Q: These are results for hexagonal close-packed cobalt, held at seven volumes while the shape of the cell was free to adjust. Some pressures are negative. What does a solid under negative pressure do?

Ansatz 0.2.0, PBE with PAW and plane waves to 420 eV, scalar-relativistic, collinear spins: hcp Co, two atoms per cell, 18×18×10 k mesh, Gaussian smearing of 0.1 eV. Cell shape and atoms were relaxed at each fixed volume. Energies are taken at zero smearing, relative to the standard crystal of Co in the same functional; pressure is positive under compression.

```
volume (relaxed cell) (Å³/atom)  c/a (relaxed cell)  shortest distance (relaxed cell) (Å)  energy over elements (eV/atom)  pressure (GPa)  cell moment (muB)
                          9.547              1.6155                                 2.373                           0.135           37.65              3.050
                          9.873              1.6158                                 2.399                           0.071           25.69              3.090
                         10.198              1.6161                                 2.426                           0.029           15.61              3.130
                         10.523              1.6180                                 2.452                           0.006            7.16              3.170
                         11.175              1.6184                                 2.502                           0.006           -6.05              3.230
                         11.500              1.6184                                 2.526                           0.024          -10.98              3.270
                         11.934              1.6185                                 2.557                           0.061          -16.10              3.360
```

A: It pulls inward. A positive pressure means that the crystal pushes against whatever holds it small, and a negative one means that it has to be held open. The sign changes between 10.523 and 11.175 Å³ per atom, so the cobalt of this calculation, left to itself, settles between these two rows, at about 10.85 Å³. The energy column is counted from that relaxed state, since the standard crystal of the element is the same hexagonal cobalt. It is therefore the energy stored by squeezing or stretching, not an energy of formation.

Q: Is it harder to squeeze the metal or to stretch it?

A: To squeeze it. A compression by 9 % stores 0.071 eV per atom, whereas an expansion by 10 % stores only 0.061 eV, although the strain is larger. The bulk modulus, which is the pressure needed per fractional change of volume, shows the same thing more strongly. It falls from about 356 GPa between the two smallest volumes to about 138 GPa between the two largest.

Two limits explain why. If the atoms are pressed together without end, their electron clouds overlap more and more, the kinetic energy of the electrons climbs, and the pressure rises steeply. If the atoms are drawn far apart, the bonds fade and the inward pull must return to zero. A pressure curve that joins these limits has to be steep on the small side and flatten on the large side. Most metals share this shape for the same reason.

Q: Energy and pressure stand in separate columns. Can I check one against the other?

A: Yes, because the work done on the crystal must equal the energy it stores. With E the energy per atom, V the volume per atom and P the pressure, a small change obeys

ΔE = −P ΔV

Over a step between two rows, take for P the mean of the two pressures. From 9.547 to 9.873 Å³ this gives

P = (37.65 + 25.69)/2 = 31.67 GPa
ΔV = 9.873 − 9.547 = 0.326 Å³
ΔE = −31.67 × 0.326 / 160.2 = −0.064 eV

where 160.2 converts GPa to eV/Å³. The energy column falls by 0.135 − 0.071 = 0.064 eV, and it played no part in the estimate.

The output below repeats this for all six steps, and five of them agree within 1 meV. The exception is the wide step across the minimum, where the estimate is a fall of about 2 meV and the table shows no change. Rounding hides a fall of about 0.5 meV in the energy. The rest arises because the pressure curve bends below the straight line between its end points, so the mean of the two ends is too high. The agreement shows that the calculation is consistent with itself. It can't show that the functional describes real cobalt well, because both columns inherit the same functional.

Q: At 3 % compression and 3 % expansion the energies are equal. Does the asymmetry vanish for small strains?

A: It becomes small, and the printed digits hide what is left. Both energies read 0.006 eV, and the unrounded values differ by only about 0.5 meV per atom. The pressures still tell the two sides apart, with 7.16 GPa on compression against a pull of 6.05 GPa on expansion. Close to the minimum the pressure is the more telling column, because it measures the slope of the energy directly.

The ratio c/a, the height of the cell over its edge, needs more caution. It lies below the value of 1.633 for ideally packed spheres in every row, and that is safe. That it rises from the compressed to the expanded cells is probably real as well, but the figure of 0.003 is not firm: the leftover stress points to a higher c/a at 11.175 and 11.500 Å³ and to a lower one at 11.934 Å³, so the flat run of the last rows may be an accident. The size of the jump between 10.198 and 10.523 Å³ shouldn't be trusted, because the stresses along and across the axis still differ by about 0.1 GPa in most rows. Even in a metal this stiff, that should be enough to shift c/a by several units in the fourth decimal, a sizeable part of the jump, and by more in the softer expanded cells.

Q: The magnetic moment grows when the metal expands. Why should magnetism care about volume?

A: First halve the column, since the cell holds two atoms: the moment per atom goes from 1.53 to 1.68 Bohr magnetons. This is the spin part only; a magnetometer would also see a small orbital part, which needs spin-orbit coupling.

The limits help again. A free cobalt atom has three unpaired 3d electrons, because electrons with parallel spins avoid each other, which lowers the energy, and the atomic levels cost nothing extra to fill that way. In a strongly compressed crystal the 3d levels spread into a wide band. An electron that turns its spin must then move to a much higher level, and in the end the moment disappears. Expansion should narrow the band, make the turn cheaper and let the moment grow. The table shows the growth; the narrowing is what theory expects behind it.

Q: A quarter more volume gives only a tenth more moment. Why so little?

A: Most likely because one spin direction has little room left. Population analysis places about 4.7 to 4.8 electrons in the majority 3d states, which can hold five. Part of the remaining gap is probably not free room at all: 3d orbitals mix with 4s and 4p orbitals, so a share of them belongs to levels far above the filled ones. Between 9.547 and 11.500 Å³ these states gain only 0.04 electrons per atom, while the minority 3d states lose 0.09. The difference, about 0.05, leaves the 3d states altogether, much of it for the 4s, so the change is not only spins turning over. These populations are a guide and no more, since the projection holds no 4p orbitals. A magnet whose majority band is nearly full is expected to have a moment set mainly by its number of electrons, which volume can only adjust.

The last step doesn't quite fit this calm picture. From 11.500 to 11.934 Å³ the moment grows by about 0.10 Bohr magnetons per Å³, against roughly 0.04 to 0.07 in the earlier steps when the unrounded moments are used. Rounding is therefore not the cause. The populations quicken too: in this step alone the majority 3d states gain 0.017 electrons per atom and the minority ones lose 0.028, both more per Å³ than on average before, so the majority states still find some room. The faster growth may reflect the detailed shape of the band near the Fermi level, or the way the calculation samples and smears it; runs with a finer mesh and less smearing would decide.

Q: And if the calculation were repeated with magnetism switched off?

A: Theory then expects a smaller crystal. Write the energy as that of non-magnetic cobalt minus the gain G from aligning the spins:

E(V) = E₀(V) − G(V)
P(V) = P₀(V) + dG/dV

The gain vanishes in the strongly compressed crystal and is large for separate atoms, so it should grow with volume, in keeping with the growing moment. Magnetism then adds an outward push. At the volume where magnetic cobalt is at rest, P is zero and P₀ must be negative: the non-magnetic crystal would be under tension there and would shrink. All seven rows are magnetic, so this is an argument from theory, and a second series without spin would test it and give the size of the effect.

Output of the analysis:

```
Step from the row above:
     row  energy change (meV/atom)  same from mean pressure (meV/atom)  bulk modulus of step (GPa)  moment growth (muB/Å³)
   9.873                       -64                              -64.44                       356.2                 0.06135
  10.198                       -42                              -41.89                       311.3                 0.06154
  10.523                       -23                              -23.09                       269.4                 0.06154
  11.175                         0                              -2.259                       219.8                 0.04601
    11.5                        18                               17.27                         172                 0.06154
  11.934                        37                               36.68                       138.2                  0.1037
Each row:
     row  moment per atom (muB)  site moment less moment per atom (muB)  in-plane less shortest distance (Å)  in-plane less axial stress (GPa)
   9.547                  1.525                                   0.062                              0.01675                             0.101
   9.873                  1.545                                   0.068                               0.0175                             0.113
  10.198                  1.565                                   0.071                              0.01658                             0.004
  10.523                  1.585                                   0.074                              0.01529                              0.13
  11.175                  1.615                                    0.08                              0.01502                            -0.103
    11.5                  1.635                                   0.085                              0.01519                            -0.071
  11.934                   1.68                                   0.087                              0.01571                             0.103
Volume rise over the table (%): 25
Shortest distance rise over the table (%): 7.754
Moment rise over the table (%): 10.16
Unstrained volume of the series (Å³/atom): 10.85
Volume of zero pressure by straight line between rows (Å³/atom): 10.88
Pressure at -3 % over tension at +3 % (ratio): 1.183
Pressure at -6 % over tension at +6 % (ratio): 1.422
Energy at -9 % less energy at +10 % (meV/atom): 10
Unrounded energy at -3 % less that at +3 % (meV/atom): 0.54
Majority 3d electrons gained from 9.547 to 11.500 (per atom): 0.0422
Minority 3d electrons lost from 9.547 to 11.500 (per atom): 0.0911
Rise of c/a over the table: 0.003
Rise of c/a from 10.198 to 10.523: 0.0019
Ideal c/a less largest c/a: 0.01449
```
